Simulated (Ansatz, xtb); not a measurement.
**C4H12B2: which of two isomers lies lower**

Structure X is `B[C@H](BC)CC`, a singlet and structure Y is `BCBCCC`, a singlet. Both are isolated molecules in the gas phase, relaxed with r2SCAN-D4/def2-SVP; each stands in its lowest conformer found.

Which of the two would you expect CCSD(T)/def2-SVP + ΔMP2/def2-TZVPP electronic energies to favour?

Too close to call at this level: CCSD(T)/def2-SVP + ΔMP2/def2-TZVPP gives E(Y) − E(X) = −0.07 kcal/mol.

How the difference moves with the method:

```
                             level            geometry  E(Y) − E(X) (kcal/mol)  departure from the last row (kcal/mol)  job, with rough time for the two
                          GFN2-xTB            GFN2-xTB                     −0.37                                   −0.30              optimisation, 0.24 s
                         HF/STO-3G            GFN2-xTB                     −1.45                                   −1.38               single point, 0.2 s
      r2SCAN-D4/def2-SVP//GFN2-xTB            GFN2-xTB                     −0.79                                   −0.72               single point, 1.1 s
                r2SCAN-D4/def2-SVP  r2SCAN-D4/def2-SVP                     −0.26                                   −0.19                optimisation, 28 s
                       HF/def2-SVP  r2SCAN-D4/def2-SVP                     −1.45                                   −1.38           part of the CCSD(T) run
                      MP2/def2-SVP  r2SCAN-D4/def2-SVP                     −0.31                                   −0.24           part of the CCSD(T) run
                  CCSD(T)/def2-SVP  r2SCAN-D4/def2-SVP                     −0.42                                   −0.35                      single point
CCSD(T)/def2-SVP + ΔMP2/def2-TZVPP  r2SCAN-D4/def2-SVP                     −0.07                                                        single point, 18 s
```

As drawn, both hold the same kinds of bond in the same numbers. Structure X has 2 methyl groups, Y 1.

The largest departure from CCSD(T)/def2-SVP + ΔMP2/def2-TZVPP is that of HF/def2-SVP, 1.38 kcal/mol. The last row adds to CCSD(T) the change of the MP2 difference between the two basis sets, here +0.35 kcal/mol.

With thermal terms from frequencies at re-optimised GFN2-xTB minima (ideal gas, soft modes damped towards free rotors, one conformer each, 298.15 K, 1 atm): on the last row, ΔE + ΔZPE = +0.28, ΔH = +0.15, ΔG = +0.22 kcal/mol.

The correlated steps freeze 6 core orbitals. Mirror images aren't counted in ΔG. Codes used: Ansatz 0.2.0, xtb 6.7.1; the last row on 4 threads of AMD EPYC 9R45 96-Core Processor (Zen 5) on a shared host.

The two isomers are practically degenerate. Every electronic energy in the table leans towards Y, but the final margin is far too small to establish an order, and the zero-point and thermal terms are enough to reverse its sign. Near-balance is reasonable: both molecules keep a B–C–B unit, and the change amounts to moving an ethyl group from the carbon between the borons to the terminal carbon on boron. Bond energies therefore largely cancel, leaving small differences in steric repulsion, dispersion and hyperconjugation into the empty boron p orbitals.

Hartree–Fock favours the less branched Y most strongly, at −1.45 kcal/mol, and correlation removes most of that preference. This suggests that X gains more from medium-range correlation between its closely packed bonds, much as branched alkanes do relative to linear ones. The larger basis shifts the balance further towards X, by an amount comparable to the remaining CCSD(T) difference. Near-equal energies don't imply ready interconversion, which would require breaking and remaking strong bonds.
